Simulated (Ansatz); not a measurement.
Ionic part of the dielectric constant of ZrO3, mode by mode

These are results of Ansatz, DFT PBE, scalar-relativistic, plane waves, PAW, not measurements. Settings: 420 eV plane-wave cutoff, Γ-centred 6×8×4 mesh, fixed occupations. No spin polarisation. Phonons by linear response, acoustic sum rule imposed.

The structure is monoclinic, space group P2_1/m (No. 11). Conventional cell: a = 4.116 Å, b = 3.261 Å, c = 7.899 Å, α = 90.00°, β = 95.74°, γ = 90.00°. Zr (site symmetry m) is surrounded by 8 O at 2.16 to 2.22 Å. O (site symmetry m) has 1 O at 1.49 Å as nearest neighbours. Around O (site symmetry m) lie 4 Zr at 2.21 to 2.22 Å. Around O (site symmetry m) lie 1 O at 1.49 Å.

The cell was built by swapping an element in a database structure (itself possibly hypothetical) and relaxing; it need not be the stable form of this composition. The crystal is built of layers and no dispersion correction was added, so the binding between them is poorly described, and with it their spacing and whatever depends on it.

The primitive cell has V = 105.51 Å³ and ε∞,yy = 4.563. Each polar mode adds Δε = (4.92064×10⁷/V)·S/ν² along y, with S its oscillator strength in e²/amu, ν in cm⁻¹ and V in Å³.

Question: From these modes, find each Δε and ε0,yy.
```csv
ν (cm⁻¹),S_yy (e²/amu)
330.9,1.269
351.1,0.00028
374.7,1.07
```

Answer:
```
ν (cm⁻¹)    Δε
   330.9  5.40
   351.1  0.00
   374.7  3.56
```

The sum is 8.959, so ε0,yy = 13.52; the run's tensor has 13.52.

Cost: 1 run of about 5.3 core-minutes, on AMD EPYC 9R45 (Zen 5) (shared hosts).

The lattice contributes 8.959 to the static response along y, about twice the electronic part of 4.563, and practically all of it comes from two modes. The one at 330.9 cm⁻¹ leads because it has both the larger oscillator strength and the lower frequency, which enters as an inverse square. The mode at 351.1 cm⁻¹ is polar by symmetry but almost dark, which suggests that the dipoles of its moving sublattices nearly cancel.

The O–O distance of 1.49 Å is that of a peroxide, so the compound is best read as Zr(IV) with one oxide and one peroxide ion per formula unit. All atoms lie on mirror planes normal to y, and modes polarised along y move them perpendicular to those planes. The stiff O–O stretch lies within the plane and cannot take part; the response comes from Zr moving against the anions, probably strengthened by charge transfer between O 2p and empty Zr 4d states. The yy component alone does not establish how anisotropic the dielectric response is.
